# Where the negative charge sits in an aluminium hydride anion

The drawn formula of this ion, [CH₃][AlH₂⁻][F], puts the minus sign on aluminium, so the naive expectation is a negative metal atom. The calculation finds the opposite. Aluminium is the only positive atom in the ion, and the negative charge sits on its neighbours.

Hirshfeld charges of the atoms in the singlet anion [CH₃][AlH₂⁻][F] (total charge −1 e), from a single-point calculation with PySCF 2.14.0 at the CAM-B3LYP/6-311+G(d,p) level on a GFN2-xTB geometry. Rows 4 to 6 are the hydrogens on carbon, rows 7 and 8 those on aluminium.

```csv
row,hirshfeld charge (e),computed element
1,-0.320,C
2,0.280,Al
3,-0.394,F
4,-0.011,H
5,-0.011,H
6,-0.011,H
7,-0.267,H
8,-0.266,H
```

Two magnitudes are worth remembering. Each of the four groups on aluminium (fluorine, methyl and two hydrogens) carries roughly a third of an electron, which leaves the metal at about +0.3 e. The three hydrogens on carbon are nearly neutral.

## Why the formula misleads

The minus sign in the formula comes from a counting rule. Aluminium brings three valence electrons, the ion has one more, and four bonds are drawn. If every bonding pair is split evenly, aluminium ends up with four electrons and a formal charge of −1. Real pairs are not split evenly: carbon, fluorine and hydrogen are all more electronegative than aluminium, so the pairs lie closer to them.

How strongly does the pull depend on the neighbour? On Pauling's scale fluorine differs from aluminium by about 2.4 units and hydrogen by only 0.6, a ratio of four. Yet fluorine is only about one and a half times as negative as a hydrogen on aluminium, −0.394 e against −0.267 e. If the pull grows in a straight line with the difference, most of the charge on these neighbours is common to them, and only a smaller part depends on how electronegative each one is.

The way of counting also keeps the differences small. Hirshfeld's method divides the electrons at each point in space among the atoms in proportion to the densities of free, neutral atoms. A free aluminium atom is diffuse and reaches far into the region of its neighbours, so an electron that has moved towards fluorine is still partly credited to aluminium. A method that cuts space at the density minimum between atoms would typically give this metal a much larger positive charge. The computed +0.28 e is thus compatible with oxidation state +3, which assigns whole electron pairs to the more electronegative atom.

## The rule and two estimates

These observations suggest a rule in two steps. First, give a quarter of the extra electron to each atom bound to aluminium. Then, for every bond in the ion, move a little charge towards the more electronegative end:

$$q_i = -\frac{n_i}{4} + k\sum_j(\chi_j-\chi_i)$$

Here $q_i$ is the charge of atom $i$, and $n_i$ is 1 if that atom is bound to aluminium and 0 otherwise. The sum runs over the atoms $j$ bonded to $i$. For the electronegativities $\chi$, rough values suffice: Al 1.6, H 2.2, C 2.6 and F 4.0. The constant $k$ is 0.05 e per unit.

The first step is a choice of bookkeeping: the charges of a single ion cannot show where an added electron went, and equal quarters are the simplest assumption. The second step has a basis in bonding. A bonding orbital leans towards the atom whose valence level lies lower, and for a small difference in level the lean grows in proportion to it. For a bond as polar as Al–F the straight line is only a convenience. What one end of a bond gains the other loses, so the charges still add up to −1 e.

Fluorine has one bond, to aluminium. It starts with −0.25 e and gains 0.05 × 2.4 = 0.12 e of negative charge, which gives −0.37 e. The calculation gives −0.394 e.

Aluminium starts at zero. Its neighbours exceed it by 1.0 (carbon), 2.4 (fluorine) and twice 0.6 (the hydrogens), together 4.6 units. The estimate is 0.05 × 4.6 = +0.23 e, against a computed +0.28 e.

## How far to trust it

The constant comes from a least-squares fit to all eight atoms, the two worked ones included. The fit gave 0.054 ± 0.006 e per unit, rounded here for use by hand. With the rounded value the estimates differ from the computed charges by 0.03 e on average and by at most 0.05 e, on aluminium. Equivalent atoms and the fixed total leave only about four independent charges, so this agreement describes one ion and is a weak test of the rule.

Within this rule, neither step can be dropped. With the quarters alone, the typical (root-mean-square) miss rises from 0.03 to 0.11 e. If instead the full −1 is placed on aluminium and electronegativity has to do all the work, the best constant still leaves a typical miss of 0.15 e.

A cruder rule does almost as well: let each of the four groups take the same 0.32 e, all of the methyl share going to carbon. Its typical miss is 0.04 e, and when each atom in turn is left out of the fit, the two rules predict the missing charge about equally well. What electronegativity adds is the order, with fluorine most negative, then carbon, then the hydrogens on aluminium. Even so, the rule puts fluorine and carbon only 0.01 e apart, whereas the calculation separates them by 0.07 e.

The clearest failure is in the methyl group. The rule makes its hydrogens slightly positive, +0.02 e, as they usually are in neutral hydrocarbons, but here they come out at −0.011 e. The group as a whole carries −0.353 e, and the rule allows it only −0.30 e. A likely reason for the wrong sign, not tested here, is that some of the negative charge spreads past carbon to these hydrogens, while the rule stops it at the first atom. Spreading inside the group leaves its total unchanged, however, so it does not explain why the estimated total is too small.

## What to do with it

Use the rule to see which atoms of this ion carry the charge, and do not read meaning into estimated differences between atoms below about 0.08 e, because the misses of two atoms can add up. The constant belongs to Hirshfeld charges and should not be carried over to another charge definition. It also describes an isolated ion in the gas phase; a nearby cation or a solvent would shift the charges. The values for the hydrogens on aluminium deserve some extra caution, because the basis set has no diffuse functions on hydrogen to describe their loosely held electrons.

Nor should the most negative atom be taken for the most reactive one. The same calculation finds the most negative surface potential near fluorine, where a small positive charge at the surface of the ion is attracted most strongly. The most loosely held electrons on that surface, however, lie near the hydrogens on aluminium, where the local ionisation energy falls to 4.3 eV. This fits the familiar behaviour of aluminium hydrides as hydride donors and reducing agents. For a question about reduction, look first at the Al–H bonds, even though fluorine carries more charge.
